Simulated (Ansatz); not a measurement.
# Relative energies of C4H4F4 isomers

3 of its isomers, all singlets with charge 0: A = `FC1CC(F)C1(F)F`; B = `C/C(F)=C\C(F)(F)F`; C = `FC/C=C(/F)C(F)F`.

Shapes, held fixed at every level: PBE0-D4/def2-TZVP. Flexible molecules stand in one conformer, not always the lowest. Programs: Ansatz 0.2.0.

A:

```xyz
12

F     1.3945    0.1327   -1.5351
C     1.0804    0.0484   -0.2050
C     0.1030   -1.1022    0.0850
C    -1.0634   -0.1131   -0.0518
F    -2.0850   -0.2145    0.8376
C    -0.0561    1.0240    0.1662
F     0.0346    1.3708    1.4665
F    -0.1913    2.1365   -0.5621
H     1.9908    0.1252    0.3899
H     0.1995   -1.4489    1.1146
H     0.1364   -1.9427   -0.6048
H    -1.4664   -0.0713   -1.0669
```

B:

```xyz
12

C     0.3617   -1.5475   -0.2667
C     0.5701   -0.4512    0.7008
F     1.3167   -0.8319    1.7441
C     0.1375    0.8014    0.6765
C    -0.6998    1.3560   -0.4212
F    -0.9836    2.6407   -0.1822
F    -0.0968    1.3017   -1.6226
F    -1.8727    0.7128   -0.5656
H    -0.1282   -2.3869    0.2336
H    -0.2458   -1.2302   -1.1104
H     1.3295   -1.8998   -0.6328
H     0.3884    1.4795    1.4803
```

C:

```xyz
12

F    -0.3568   -0.3960   -1.8754
C    -0.9700   -1.1089   -0.8691
C    -0.5810   -0.6837    0.4989
C     0.2526    0.2629    0.8967
F     0.4378    0.4577    2.2074
C     1.0734    1.2130    0.0830
F     0.7328    2.4872    0.4006
F     2.3834    1.0602    0.3998
H    -2.0531   -0.9983   -0.9963
H    -0.7208   -2.1667   -1.0123
H    -1.0682   -1.2503    1.2884
H     0.9470    1.0677   -0.9876
```

Electronic energies in kJ/mol, without zero-point or thermal terms.

```csv
level,kind,B − A,C − A
SPW92/def2-TZVPP,LDA,-70.8,+28.4
B3LYP-D4/def2-TZVPP,global hybrid,-86.9,-3.6
PBE0-D4/def2-TZVPP,global hybrid,-69.6,+21.3
wB97M-V/def2-TZVPP,range-separated hybrid,-74.5,+18.5
B2PLYP/def2-TZVPP,double hybrid,-84.5,+1.7
CCSD(T)/def2-SVP,coupled cluster or CI,-86.6,+13.0
MP2/def2-TZVPP,perturbation theory,-76.2,+17.3
```

MP2/def2-TZVPP puts B lowest of these. All levels agree on that. The B − A difference spans -86.9 to -69.6 kJ/mol over the levels.

The preference for B is robust, whereas the order of A and C is less secure: B3LYP-D4 alone puts C below A, by 3.6 kJ/mol, and B2PLYP leaves them almost level. B and C share a fluorinated C=C unit, so their large separation stems mainly from where the other fluorines sit. Gathering three on one carbon in B allows mutual n(F)→σ*(C–F) donation and strengthens the C–F bonds, while C divides them between CHF2 and CH2F groups. Conjugation cannot account for the gap, as both are mono-alkenes.

Between A and C, the ring gains a C–C σ bond in place of a π bond but pays for it in angle strain and eclipsing, and these contributions nearly cancel. The spread in C − A probably reflects how differently the methods balance σ against π bonding and describe medium-range correlation in the compact ring. The closeness of B3LYP-D4 to CCSD(T) for B − A does not validate that functional, since the coupled-cluster value comes from a smaller basis and the two disagree on the sign of C − A.
